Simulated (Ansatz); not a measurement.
# MnO: energy less reference as wave cutoff varies

One setting of a density functional single point varied, free energy counted from the run at the reference value, pressure positive in compression; periodic cell, basis, potentials, k mesh and filling as listed. The results are calculated, by Ansatz 0.2.0.

Structure of every row (space group P6_3mc, No. 186):
```
MnO
1.0
      3.3717     0.0000     0.0000
     -1.6859     2.9200     0.0000
      0.0000     0.0000     5.3855
Mn O
2 2
Direct
  0.33333 0.66667 0.01096
  0.66667 0.33333 0.51096
  0.33333 0.66667 0.37547
  0.66667 0.33333 0.87547
```

Settings of every row: functional LDA; dispersion none; potentials PAW; k mesh 10x10x6; k shift 0.5x0.5x0.5; occupations gaussian; smearing width 0.2 eV; spin collinear; SCF threshold exponent -9; varied setting wave cutoff; reference wave cutoff 500 eV.

Atom:
| element | starting moment (μB) |
| --- | --- |
| Mn | 5.2 |
| Mn | -5.2 |
| O | 0 |
| O | 0 |

Limits: coarse k mesh, up to 40 meV an atom off; k mesh lowers the symmetry; state may not be the lowest; stress loosely converged.

Limits of some rows: cutoff under the advised one (row 1, 2, 3).

| row | wave cutoff (eV) | energy less reference (meV/atom) |
| --- | --- | --- |
| 1 | 300 | 346.23 |
| 2 | 350 | 64.29 |
| 3 | 400 | ? |
| 4 | 450 | 1.35 |
| 5 | 500 | 0 |

Question: what energy less reference should row 3 give?

Worked fit of energy less reference. Measure energy less reference from the row at the highest cutoff, 0.00 meV/atom, and take the logarithm of what remains: 300 → 5.85, 350 → 4.16, 450 → 0.30. A straight line through these is ln|rest| = 17.083 − 0.03722 × cutoff, so the rest falls by a factor of e every 26.9 eV; from 3 rows that is a rough guide, not a law, and the row at the highest cutoff isn't the limit itself. At 400 eV the line gives ln|rest| = 2.195, a rest of 8.98 meV/atom, and so 0.00 + 8.98 = 8.98 meV/atom.

The calculation gave 10.36 meV/atom. The fit lies 1.38 meV/atom (13 % of the value, 0.4 % of the column's range) below it; its largest miss of a shown row is 25.07 meV/atom.
